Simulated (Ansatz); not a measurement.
From Si(NH2)3(OH) to Si(OH)F3: predicting a member

Gas-phase molecules. On one Si centre that keeps OH, n of the NH2 ligands are replaced by F. The dipole moment y in D at wB97M-V/def2-TZVPP. Shapes: PBE0-D4/def2-TZVP. Flexible molecules stand in one conformer, not always the lowest. Programs: Ansatz 0.2.0.

```
     molecule  n  y (D)
 Si(NH2)3(OH)  0   1.43
Si(NH2)2(OH)F  1   1.10
Si(NH2)(OH)F2  2      ?
     Si(OH)F3  3   2.14
```

Fit y = c + s·n to the known rows and predict Si(NH2)(OH)F2.


1. Means of the 3 rows: n = 1.33333, y = 1.557.
2. Σ(Δn)² = 4.6667, Σ(Δn·Δy) = 1.2933, so the slope is 1.2933/4.6667 = 0.27713.
3. Intercept: 1.557 − (0.27713) × 1.33333 = 1.187. The largest residual of the fit is 0.36.
4. Si(NH2)(OH)F2: 1.187 + (0.27713) × 2 = 1.74 D.

The run gave 3.19 D, so the prediction is off by -1.45 D, more than the largest residual. The steps per swap are uneven (-0.33, +2.09, -1.05), so a line is a poor model. Dipoles add as vectors. Other levels give for Si(NH2)(OH)F2: PBE-D4/def2-TZVPP 3.11; r2SCAN-D4/def2-TZVPP 3.16 D. The series isn't monotonic at this level.

The dipole moment follows the arrangement of the polar groups, not the number of fluorines. It falls slightly at the first swap, peaks at 3.19 D in Si(NH2)(OH)F2 and drops again in Si(OH)F3. Each Si–F bond is strongly polar, but around a roughly tetrahedral silicon the bond contributions largely cancel when the ligands are similarly electronegative. What remains depends heavily on the O–H and N–H bonds and the lone pairs, whose directions change as the OH and NH2 groups rotate. In the difluoride these contributions probably reinforce the pull of the two fluorines, whereas in the monofluoride they probably oppose the Si–F bond.

The close agreement of the three functionals for the difluoride suggests that its large moment is not a quirk of one density functional. The peak therefore doesn't imply that this molecule has the most polar bonds or the most positive silicon. Separating substitution from rotation would require dipoles compared at matched OH and NH2 orientations.
